In this crystal of germanium, antimony and tellurium, one row of the table has lost both its element and its result. Can the remaining rows tell which atom belongs there, and how strong an electric field gradient its nucleus feels? The gradient measures how far the charge around a nucleus departs from an even distribution. A nucleus that isn't itself spherical responds to it, so the gradient links a measurable nuclear signal to the shape of the electron cloud.

Electric field gradients at the nuclei of GeSb4Te7 (space group P-3m1, a = 4.321 Å, c = 24.570 Å), one row per set of equivalent atoms; V_zz is the principal value largest in magnitude. Computed with Ansatz 0.2.0 using PBE, scalar-relativistic plane-wave PAW, no spin polarisation, a 420 eV cutoff, a 12×12×2 k mesh and fixed occupations.

```
row  element  v zz (1e21 V/m²)
  1       Ge              0.43
  2        ?                 ?
  3       Sb             -0.32
  4       Te             -3.88
  5       Te             -4.26
  6       Te              5.30
  7       Te             11.57
```

The column v zz gives V_zz, the largest component of the gradient. On a threefold axis this component points along c, the stacking direction of the layers. The asymmetry compares the two directions at right angles to it, and a threefold axis makes them equal. The computed asymmetry is zero in every row, which fits atoms on such axes; it doesn't mean that the surroundings are cubic.

The missing element follows from counting, because each row stands for one set of equivalent atoms. In this space group a site on a threefold axis holds either one or two atoms. The formula needs four antimony atoms, and the visible antimony row can supply at most two. The hidden row must therefore be antimony, and both antimony rows must hold two atoms each.

The size of the gradient takes some chemistry. The main source in such atoms is usually the valence p shell, because its electrons come close to the nucleus and its three orbitals point in different directions. If the orbitals along x, y and z are equally filled, their contributions cancel. Extra charge in the orbital along c makes V_zz negative, and extra charge in the two orbitals within the layer makes it positive, with the usual sign convention.

With n_x, n_y and n_z as the numbers of electrons in the three orbitals, the imbalance d and the gradient are

d = (n_x + n_y)/2 − n_z

V_zz = (4/5) ⟨r⁻³⟩ d

The second line is in atomic units. The factor 4/5 comes from averaging over the shape of a p orbital, and ⟨r⁻³⟩ is the average inverse cube of the electron's distance from the nucleus. That inverse cube makes the gradient very sensitive to small shifts of charge near the nucleus.

Row 7, the strongest tellurium gradient, shows how sensitive. A rough recalled ⟨r⁻³⟩ for tellurium is 15, and one atomic unit of gradient is 9.717 in the units of the table. A whole p electron of imbalance would then give 0.8 × 15 × 9.717, or about 117. The tabulated 11.57 thus corresponds to an imbalance of roughly a tenth of an electron, with the orbitals within the layer fuller than the one along c. This is an order-of-magnitude reading, since the table contains no orbital populations to test it.

What should the hidden antimony do? Six neighbours at the corners of a regular octahedron treat the three p orbitals alike, so they produce no gradient. Antimony here has six tellurium neighbours at similar distances, and a modest distortion of the octahedron should leave only a modest imbalance. The visible germanium and antimony rows agree with that expectation: both are small, while the weakest tellurium gradient is about nine times the larger of them.

The simplest forecast is therefore the mean of those two visible rows, which gives V_zz = 0.1 for the hidden antimony. Two values are too few for a statistical error, so the range has to come from a judgement. I assume that the imbalance at antimony is no larger than the smallest one at tellurium, which belongs to the value −3.88. With a rough ⟨r⁻³⟩ of 12 for antimony, this becomes 3.88 × 12/15, or 3.1.

The forecast is thus antimony with V_zz = 0.1 ± 3.1, smaller in magnitude than every tellurium row. The range reaches well to both sides of zero, so the sign is left open. Simply copying the visible antimony value, −0.32, would be an equally reasonable guess. The two guesses lie so close together that one hidden row can't decide between the ideas behind them.

The withheld rows as computed:

```
row  element  v zz (1e21 V/m²)
  2       Sb              0.39
```

The computed value is 0.39, well inside the range and about a tenth of the weakest tellurium gradient. The forecast was too low by about 0.3, roughly a tenth of the allowed error. The range looks too cautious, but a single row can't prove it. The close central value deserves little credit: with both known values so small, any average of them would have landed near zero.

Copying the other antimony row would have missed by 0.71 and given the wrong sign. That doesn't make germanium the better guide to antimony. All three values are small, and no test shows how far they would move with a finer calculation. What the table supports is that both antimony sites and the germanium site have weak gradients; the order and the signs among them are better left without a cause.

The octahedral argument also has a gap, and tellurium exposes it. Seven tellurium atoms in four rows can only be divided as one, two, two and two. The single tellurium atom, like the single germanium atom, must sit at a centre of inversion, with identical surroundings above and below. The calculation's atom-by-atom list shows that this single tellurium atom is row 7, with the largest gradient of all. Equal bonds on both sides are therefore not enough to make the gradient vanish, because an octahedron can still be stretched or flattened along c, and the layers beyond the nearest neighbours don't have cubic symmetry either.

The usual stacking of such crystals suggests a reason for the contrast. The single tellurium atom is expected in the middle of a five-layer block, with three antimony neighbours above and three below. If these bonds are long, both sides stretch the octahedron in the same sense and their effects add. An antimony atom is expected to have shorter bonds on one side and longer ones on the other, so the effects can partly cancel. Germanium is also centred, but its octahedron is nearly regular, which fits its weak gradient. Neighbours within one layer are a apart, so a regular octahedron would have bonds of length a/√2, and the Ge–Te distance in this cell is only about 1 % shorter.

For a related layered crystal, the useful first question is whether the surroundings make the three p orbitals equivalent. If they do, the gradient should be weak. If they don't, opposite distortions can still partly cancel, as is expected at antimony. Where the gradient is strong, its sign suggests whether the p charge is greater along the stacking direction or within the layer. Counting neighbours alone is a poor substitute for that question.

Two tellurium rows are negative and two are positive, so the p-shell picture reads two sites as richer in charge along c and two as richer within the layer. The positive pair includes the centred atom of row 7, which should lie inside a block of layers. The negative pair is expected to be the atoms facing the weakly bonded gaps, where p charge along c finds few bonding partners, but the table gives no positions to confirm it. The gap-facing values may also shift, because the calculation omits the dispersion forces that help to hold the layers together. It also leaves out spin–orbit coupling, which is strong in antimony and tellurium. Finally, it imposes filled bands, and a band crossing between the sampled k points may have been missed. Does a stretched octahedron really move the charge of the centred tellurium atom into the layer? Site coordinates together with the populations of the p orbitals would provide the test.
